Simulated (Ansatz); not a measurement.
## Pd: the change of pressure and energy above lowest point with volume scale

All results are calculated (Ansatz 0.2.0). Free energy against uniform scaling of the volume at fixed shape and fractions; periodic cell, basis, potentials, k mesh and filling as listed.

The cell before it is scaled or strained (space group Fm-3m, No. 225):
```
cell vectors (Å)
   0.0000     1.9530     1.9530
   1.9530     0.0000     1.9530
   1.9530     1.9530     0.0000
atoms (fractions of the cell vectors)
Pd  0.00000  0.00000  0.00000
```

Settings of every row: functional revPBE; dispersion none; accuracy medium; potentials norm-conserving; wave cutoff 1115.7 eV; density cutoff 4462.7 eV; k mesh 10x10x10; k shift 0x0x0; occupations methfessel paxton; smearing width 0.1 eV; spin none; SCF threshold exponent -9.

Limits: coarse k mesh, up to 40 meV an atom off; stress loosely converged.

| row | volume scale | V (Å³/atom) | pressure (GPa) | energy above lowest point (meV/atom) |
| --- | --- | --- | --- | --- |
| 1 | 0.9406 | 14.013 | 22.37 | 96.8 |
| 2 | 0.9703 | 14.456 | 14.54 | 46.1 |
| 3 | 1 | 14.898 | ? | ? |
| 4 | 1.0297 | 15.341 | 2.6 | 0.8 |
| 5 | 1.0594 | 15.783 | -1.9 | 0 |

Question: what pressure and energy above lowest point should row 3 give?

Worked fit of pressure. Take u = (V_r/V)^(2/3) − 1 with V_r = 14.898 Å³ an atom, which is twice the finite (Eulerian) strain; such expansions in the strain, on which the Birch-Murnaghan equation of state is built, carry the rest volume and the bulk modulus. The shown rows have u = 0.04167, 0.02028, -0.01935, -0.03774. Least squares give pressure = 8.027 + 301.35 × u + 1023.2 × u² GPa; a straight line predicts inner rows, each left out in turn, worse (root mean square 0.93 against 0.051 GPa). The rows lie off it by 0.01, -0.02, 0.02, -0.01. The pressure vanishes at u = -0.0296, or V = 15.59 Å³ an atom, and there the bulk modulus at fixed shape and fractions is B = −V dP/dV = (2/3)(1 + u) dP/du = 156 GPa. The withheld row has u = 0, so the fit gives 8.027 + 301.35 × (0) + 1023.2 × (0)² = 8.03 GPa.

The calculation gave 8.02 GPa. The fit lies 0.01 GPa (0.041 % of the column's range) above it, one unit of the last digit.

Worked fit of energy above lowest point. Take u = (V_r/V)^(2/3) − 1 with V_r = 14.898 Å³ an atom, which is twice the finite (Eulerian) strain; such expansions in the strain, on which the Birch-Murnaghan equation of state is built, carry the rest volume and the bulk modulus. The shown rows have u = 0.04167, 0.02028, -0.01935, -0.03774. Least squares give energy above lowest point = 15.21 + 1138.6 × u + 19595 × u² meV/atom; a straight line predicts inner rows, each left out in turn, worse (root mean square 18 against 0.68 meV/atom). The rows lie off it by 0.1, -0.3, 0.3, -0.1. Its lowest point lies at u = -0.0291, or V = 15.57 Å³ an atom, and the curvature there gives the bulk modulus at fixed shape and fractions, B = (4/9)(1 + u)² E″(u)/V = 169 GPa. The withheld row has u = 0, so the fit gives 15.21 + 1138.6 × (0) + 19595 × (0)² = 15.2 meV/atom.

The calculation gave 15.2 meV/atom. The fit meets it to the printed digit.
